# Scattering and transport mean free paths, with application to a rutile white paint

## Premises and conventions

1. Monochromatic light, time factor $e^{-i\omega t}$, travels in a transparent binder of index $n_b$, with wavenumber $k=2\pi n_b/\lambda_0$ and speed $v=c/n_b$.
2. The binder holds identical non-absorbing spheres of radius $a$, diameter $d=2a$, number density $n$ and volume fraction $\phi=\pi n d^3/6$.
3. One sphere in a plane wave gives $\psi\to e^{ikz}+f(\theta)\,e^{ikr}/r$. For light, $d\sigma/d\Omega$ denotes the cross section for unpolarised incidence, $\sigma=\int (d\sigma/d\Omega)\,d\Omega$, and $\mu=\cos\theta$. A sphere preserves polarisation in the exact forward direction, so one scalar amplitude $f(0)$ suffices there.
4. Each sphere scatters as if isolated and lies in the far field of the previous one. Interference between different multiple-scattering paths averages out, which requires $k\ell\gg1$.
5. Positions are uncorrelated in Parts (a) to (c). Part (d) admits pair correlations.

## (a) Decay of the coherent beam

**Step 1. Thin slab.** Let a layer of thickness $dz$ at $z=0$ be lit by $e^{ikz}$. The average field at an axial point $z$ is the incident wave plus the wavelets from rings of radius $\rho$, with $r^2=\rho^2+z^2$ and hence $\rho\,d\rho=r\,dr$:
$$\langle\psi\rangle=e^{ikz}+2\pi n\,dz\int_z^\infty f(\theta)\,e^{ikr}\,dr .$$
A factor $e^{-\epsilon r}$, $\epsilon\to0^+$, represents the soft edge of a real beam. Integration by parts gives the end-point term $e^{ikz}f(0)/(\epsilon-ik)\to i f(0)e^{ikz}/k$. The remainder contains $df/dr$, which is smaller by a factor that vanishes as $kz\to\infty$. Thus
$$\langle\psi\rangle=e^{ikz}\Big[1+\frac{2\pi i\,n f(0)}{k}\,dz\Big].$$

**Step 2. Stack of slabs.** With independent positions, each layer is driven by the average field left by the previous ones, so the factors multiply into an exponential, $\langle\psi\rangle=e^{iKz}$, with
$$K=k+\frac{2\pi n f(0)}{k}.$$
This is Foldy's effective wavenumber to first order in $n$. The coherent intensity is $|\langle\psi\rangle|^2=\exp[-4\pi n\,\mathrm{Im}f(0)\,z/k]$.

**Step 3. Optical theorem.** Place a screen far behind a single sphere. Near the axis $r\simeq z+\rho^2/2z$, and the interference term gives $|\psi|^2\simeq1+(2/z)\,\mathrm{Re}[f(0)e^{ik\rho^2/2z}]$. With $\int_0^\infty 2\pi\rho\,e^{ik\rho^2/2z}d\rho=2\pi i z/k$, the power on the screen changes by $(4\pi/k)\,\mathrm{Re}[if(0)]=-(4\pi/k)\,\mathrm{Im}f(0)$ per unit incident intensity. Without absorption the missing power is the scattered power, so $\sigma=4\pi\,\mathrm{Im}f(0)/k$.

**Result (a).**
$$I_{\rm coh}(z)=I_0\,e^{-z/\ell},\qquad \ell=\frac{1}{n\sigma}.$$
Every scattering event, however small its angle, removes light from the coherent beam.

## (b) Loss of direction memory

**Step 4. Statistics of collisions.** By premise 4 the scattered intensity is followed as a random walk. The probability of scattering in a path element $ds$ is $ds/\ell$, independently of the past, so the number $M$ of events in a path $s$ is Poisson distributed: $P_M=e^{-s/\ell}(s/\ell)^M/M!$.

**Step 5. One collision.** Let $\hat u$ and $\hat u'$ be the directions before and after, and define
$$g=\langle\cos\theta\rangle=\frac1\sigma\int\frac{d\sigma}{d\Omega}\cos\theta\,d\Omega .$$
The component of $\hat u'$ along $\hat u$ averages to $g$. The transverse components vary as $\cos\varphi$ and $\sin\varphi$ in the azimuth. For a sphere, incident polarisation adds to the cross section only terms in $\cos2\varphi$ and $\sin2\varphi$. These are orthogonal to $1$, $\cos\varphi$ and $\sin\varphi$, so they change neither $\sigma$ nor the first moment. Therefore $\langle\hat u'\rangle=g\,\hat u$ for any polarisation state, and repeated conditioning gives $\langle\hat u_0\cdot\hat u_M\rangle=g^M$.

**Step 6. Average over the number of collisions.**
$$C(s)=\langle\hat u(0)\cdot\hat u(s)\rangle=\sum_{M=0}^\infty e^{-s/\ell}\frac{(gs/\ell)^M}{M!}=e^{-(1-g)s/\ell}.$$

**Result (b).**
$$C(s)=e^{-s/\ell^*},\qquad \ell^*=\frac{\ell}{1-g},\qquad \frac1{\ell^*}=n\int\frac{d\sigma}{d\Omega}(1-\cos\theta)\,d\Omega .$$
Since $\int_0^\infty C\,ds=\ell^*$, this length is also the mean final displacement along the initial direction. Forward-peaked scattering ($g>0$) gives $\ell^*>\ell$, and $g<0$ gives $\ell^*<\ell$, bounded by $\ell/2$.

## (c) Diffusion constant

**Step 7. Mean square displacement.** With $\mathbf R(s)=\int_0^s\hat u\,ds'$ and a correlation that depends only on the path difference,
$$\langle R^2\rangle=2\int_0^s(s-s')\,C(s')\,ds'=2\ell^*s-2\ell^{*2}\big(1-e^{-s/\ell^*}\big).$$
For $s\ll\ell^*$ this is the ballistic $s^2$. For $s\gg\ell^*$ it grows as $2\ell^*s$. Diffusion in three dimensions has $\langle R^2\rangle=6Dt$. Writing $s=v_Et$, where $v_E$ is the mean rate at which energy advances along the path,
$$D=\tfrac13\,v_E\,\ell^* .$$

**Step 8. Fick's law from the transfer equation.** For the radiance $L(\mathbf r,\hat u)$ in a steady state,
$$\hat u\cdot\nabla L=-\frac{L}{\ell}+n\int\frac{d\sigma}{d\Omega}(\hat u\cdot\hat u')\,L(\hat u')\,d\Omega' .$$
Define $\Phi=\int L\,d\Omega$ and $\mathbf J=\int\hat uL\,d\Omega$. Multiply by $\hat u$ and integrate over angles. By Step 5 the right side becomes $-(1-g)\mathbf J/\ell=-\mathbf J/\ell^*$. On the left, a nearly isotropic radiance has $\int u_iu_jL\,d\Omega\simeq\delta_{ij}\Phi/3$, because $\langle\mu^2\rangle=1/3$. Hence $\mathbf J=-(\ell^*/3)\nabla\Phi$. With the energy density $U=\Phi/v_E$ this is $\mathbf J=-D\nabla U$ with the same $D$. No velocity appears in the relation between $\mathbf J$ and $\Phi$: the steady reflectance and transmittance of a thick non-absorbing film depend on $\ell^*$ and the boundaries, and only time-dependent quantities involve $v_E$.

**Step 9. The velocity.** For instantaneous collisions $v_E=v$. A resonant sphere stores energy, which lowers $v_E$. An estimate follows from mode counting. In an isotropic field every mode near $\omega$ holds the same energy, so $U$ is proportional to the density of modes $\varrho(\omega)$. Assume that $\Phi$ is set by the number of propagating channels, as in a uniform medium of wavenumber $\mathrm{Re}K$, where $v\varrho=(\mathrm{Re}K)^2/\pi^2$ for two polarisations. A sphere at the centre of a large spherical cavity of radius $R_c$ shifts the quantisation condition to $kR_c+\delta_j=\text{const}+p\pi$, which adds $\pi^{-1}d\delta_j/dk$ modes per unit $k$ in each of the $2j+1$ channels of electric ($a$) and magnetic ($b$) type. The background holds $k^2/\pi^2$ modes per unit $k$ and volume. With $x=ka$ and $\pi na/k^2=3\phi/4x^2$, to first order in $n$,
$$\frac{v}{v_E}\simeq1+\frac{3\phi}{4x^2}\sum_j(2j+1)\frac{d(\delta^a_j+\delta^b_j)}{dx}-2\,\frac{\mathrm{Re}K-k}{k}.$$
For $x\ll1$ and relative index $m$ only $\delta^a_1=\tfrac23x^3\beta_m$ counts, $\beta_m=(m^2-1)/(m^2+2)$. The two corrections are $\tfrac92\phi\beta_m$ and $-3\phi\beta_m$, leaving $v/v_E=1+\tfrac32\phi\beta_m$, the relative index of the dilute effective medium, as it should.

## (d) Correlated scatterers

**Step 10. Interference within a cell.** Take a cell of volume $V$, larger than the range $\xi$ of positional correlations and smaller than $\ell$, so that light scatters at most once in it. This needs $\xi\ll\ell$. A sphere at $\mathbf r_i$ contributes the amplitude $f\,e^{-i\mathbf q\cdot\mathbf r_i}$ with $\mathbf q=k(\hat u'-\hat u)$ and $q=2k\sin(\theta/2)$. The cell's cross section is $(d\sigma/d\Omega)\langle|\sum_ie^{-i\mathbf q\cdot\mathbf r_i}|^2\rangle$.

**Step 11. Structure factor.** The $N=nV$ diagonal terms give $N$. The pairs are distributed with density $n^2g_2(r)$, where $g_2$ is the pair distribution function. Write $g_2=1+(g_2-1)$:
$$\Big\langle\Big|\sum_ie^{-i\mathbf q\cdot\mathbf r_i}\Big|^2\Big\rangle=N\,S(q)+n^2\Big|\int_Ve^{-i\mathbf q\cdot\mathbf r}d^3r\Big|^2,$$
$$S(q)=1+n\int[g_2(r)-1]\,e^{-i\mathbf q\cdot\mathbf r}\,d^3r .$$
The last term is confined to $q\lesssim V^{-1/3}$. It is the diffraction pattern of the cell as a uniform body and belongs to the coherent wave of Part (a). The diffuse scattering per unit volume is therefore $n\,(d\sigma/d\Omega)\,S(q)$.

**Step 12. Mean free paths.** An isotropic $g_2$ leaves the azimuthal structure unchanged, so Steps 4 to 8 hold with the new kernel. Energy conservation makes the coherent beam lose what the diffuse light gains, so both lengths change:
$$\frac1\ell=n\int\frac{d\sigma}{d\Omega}S(q)\,d\Omega,\qquad
\frac1{\ell^*}=n\int\frac{d\sigma}{d\Omega}S(q)\,(1-\cos\theta)\,d\Omega .$$
From $q^2=2k^2(1-\cos\theta)$ follow $q\,dq=k^2\sin\theta\,d\theta$ and $1-\cos\theta=q^2/2k^2$, so

**Result (d).**
$$\frac1{\ell^*}=\frac{\pi n}{k^4}\int_0^{2k}\frac{d\sigma}{d\Omega}\,S(q)\,q^3\,dq .$$
This is the form Ziman used in 1961 for the resistivity of liquid metals, where $k$ is the Fermi wavenumber. The corresponding weight for $1/\ell$ is $q$, not $q^3$. Repelling particles have $S<1$ at small $q$, so when $2kd$ reaches past the first peak of $S$ they lengthen $\ell$ much more than $\ell^*$. For $kd\ll1$ both rates are multiplied by $S(0)$. The relation $\ell^*=\ell/(1-g)$ survives with $g$ taken over $S\,d\sigma/d\Omega$.

## (e) Range of validity

- $k\ell\gg1$. Recurrent scattering and interference of reversed paths are omitted. Their relative size is expected to be at most of order $1/k\ell$ when that parameter is small.
- Far field: the distance between successive scatterers must exceed $ka^2=xa$.
- $\xi\ll\ell$ for the structure-factor form. It is exact to second order in the index contrast for weak scatterers. With full single-sphere amplitudes it keeps pair interference but drops repeated scattering within a pair.
- $|K-k|\ll k$, since $q$ and $d\sigma/d\Omega$ are evaluated with the binder wavenumber.
- Diffusion needs sizes $\gg\ell^*$, times $\gg\ell^*/v_E$, points deeper than about $\ell^*$, and an absorption length $\gg\ell^*$. With absorption, $\sigma$ in Part (a) becomes the extinction cross section.
- A mixture of sizes requires partial structure factors and the cross terms $f_\alpha f_\beta^*$.

## (f) Numerical illustration: rutile spheres in a binder

**Inputs.** $\lambda_0=550$ nm. Typical values are taken for the pigment diameter, $d=250$ nm, the binder index, $n_b=1.50$, and an orientation-averaged visible index of the birefringent rutile, $n_p=2.70$. The loading $\phi=0.10$ is illustrative. The photon energy, 2.25 eV, lies below the compiled band gap of 3.05 eV (He 2017), which corresponds to 407 nm, so absorption is neglected. Then $k=17.1\ \mu\text{m}^{-1}$, $x=2.142$, $m=1.80$, $n=12.2\ \mu\text{m}^{-3}$ and $n^{-1/3}=0.43\ \mu$m.

**Single sphere.** Mie theory is used as a premise. With spherical Bessel functions $j_l$, $y_l$ and $D_l=j_{l-1}(mx)/j_l(mx)-l/mx$,
$$\tan\delta_l=\frac{A_l\,j_l(x)-j_{l-1}(x)}{A_l\,y_l(x)-y_{l-1}(x)},\qquad A^a_l=\frac{D_l}{m}+\frac lx,\quad A^b_l=mD_l+\frac lx,$$
and each coefficient $a_l$, $b_l$ equals $(1-e^{2i\delta_l})/2=\sin^2\delta_l-i\sin\delta_l\cos\delta_l$.

| $l$ | Re $a_l$ | Im $a_l$ | Re $b_l$ | Im $b_l$ |
|---|---|---|---|---|
| 1 | 0.9039 | $-0.2947$ | 0.9469 | 0.2243 |
| 2 | 0.3390 | $-0.4734$ | 0.3250 | $-0.4684$ |
| 3 | 0.0046 | $-0.0674$ | 0.0005 | $-0.0222$ |
| 4 | $<10^{-4}$ | $-0.0044$ | $<10^{-4}$ | $-0.0009$ |

With $\pi_l=P_l'(\mu)$, $\tau_l=\mu\pi_l-(1-\mu^2)\pi_l'$ and $c_l=(2l+1)/l(l+1)$, the amplitudes are $S_1=\sum c_l(a_l\pi_l+b_l\tau_l)$ and $S_2=\sum c_l(a_l\tau_l+b_l\pi_l)$. Then $d\sigma/d\Omega=W(\mu)/k^2$ with $W=(|S_1|^2+|S_2|^2)/2$, and $f(0)=iS_1(\mu{=}1)/k$. Integration gives
$$\int_{-1}^1W\,d\mu=8.91,\qquad\int_{-1}^1W(1-\mu)\,d\mu=3.80 .$$
Hence $Q=\sigma/\pi a^2=(2/x^2)\int W d\mu=3.88$, $\sigma=0.191\ \mu\text{m}^2$ and $g=0.573$.

**Independent spheres.** $\ell=1/n\sigma=0.429\ \mu$m and $\ell^*=\ell/(1-g)=1.01\ \mu$m.

**Hard-sphere correlations.** The Percus–Yevick solution for hard spheres, taken as a premise, gives with $u=qd$
$$\frac1{S}=1+24\phi\int_0^1(\alpha+\beta t+\gamma t^3)\frac{\sin ut}{ut}\,t^2dt,$$
$$\alpha=\frac{(1+2\phi)^2}{(1-\phi)^4},\quad\beta=-\frac{6\phi(1+\phi/2)^2}{(1-\phi)^4},\quad\gamma=\frac{\phi\alpha}{2}.$$
Here $\alpha=2.195$, $\beta=-1.008$, $\gamma=0.110$ and $S(0)=1/\alpha=0.456$. Since $u=4x\sin(\theta/2)$, the range extends to $u=8.57$, and $S=1.09$ at $\theta=90^\circ$, near the first peak. Quadrature with $S$ inserted gives
$$\frac{\int WS\,d\mu}{\int W\,d\mu}=0.74,\qquad\frac{\int WS(1-\mu)\,d\mu}{\int W(1-\mu)\,d\mu}=0.94 .$$

| | $\ell$ ($\mu$m) | $g$ | $\ell^*$ ($\mu$m) |
|---|---|---|---|
| independent | 0.429 | 0.573 | 1.01 |
| with $S(q)$ | 0.58 | 0.46 | 1.07 |

Correlations lengthen $\ell$ by 35% and $\ell^*$ by only 6%. They remove mainly small-angle scattering, which the factor $1-\cos\theta$ already discounts. A film 25 $\mu$m thick is 23 transport lengths deep, so diffusion applies.

**Size of the neglected terms.** For independent spheres $k\ell=7.4$, so $1/k\ell=0.14$. The far-field length $xa=0.27\ \mu$m and the correlation range $\xi\sim d$ are about half of $\ell$, so these conditions are met only marginally. The table gives $k\,\mathrm{Re}f(0)=2.80$, so $(\mathrm{Re}K-k)/k=3\phi\,k\,\mathrm{Re}f(0)/2x^3=0.043$. The particle index matters more. The compiled mean high-frequency dielectric constant 6.34 (Skone 2014) describes the electronic response far below the gap and gives $n_p=2.52$, $m=1.68$. The same formulas then yield $\ell^*=1.3\ \mu$m for independent spheres. The omitted $1/k\ell$ terms and the index uncertainty exceed the 6% correlation correction to $\ell^*$, so the third figures above serve only to compare the two rows.

**Diffusion constant.** With $v_E=v$, $D=v\ell^*/3=7\times10^{1}\ \text{m}^2/\text{s}$. At fixed $m$ the phase shifts give $\sum(2l+1)\,d(\delta^a_l+\delta^b_l)/dx=28.1$, so Step 9 yields $v/v_E\simeq1+0.46-0.09\simeq1.4$ and $D\simeq5\times10^{1}\ \text{m}^2/\text{s}$. The first-order term is not small, and the normal dispersion of rutile, omitted here, stores further energy, so this figure is an estimate.

**Answer.** The model gives $\ell\approx0.6\ \mu$m, $\ell^*\approx1.1\ \mu$m and $D\approx5\times10^{1}\ \text{m}^2/\text{s}$. White paint films typically have $\ell^*$ from about one to a few micrometres. The model lies at the short end and can fall below a real film by a factor of two or so, because it assumes equal, perfectly dispersed spheres of nearly optimal size, while real pigment is polydisperse and partly flocculated.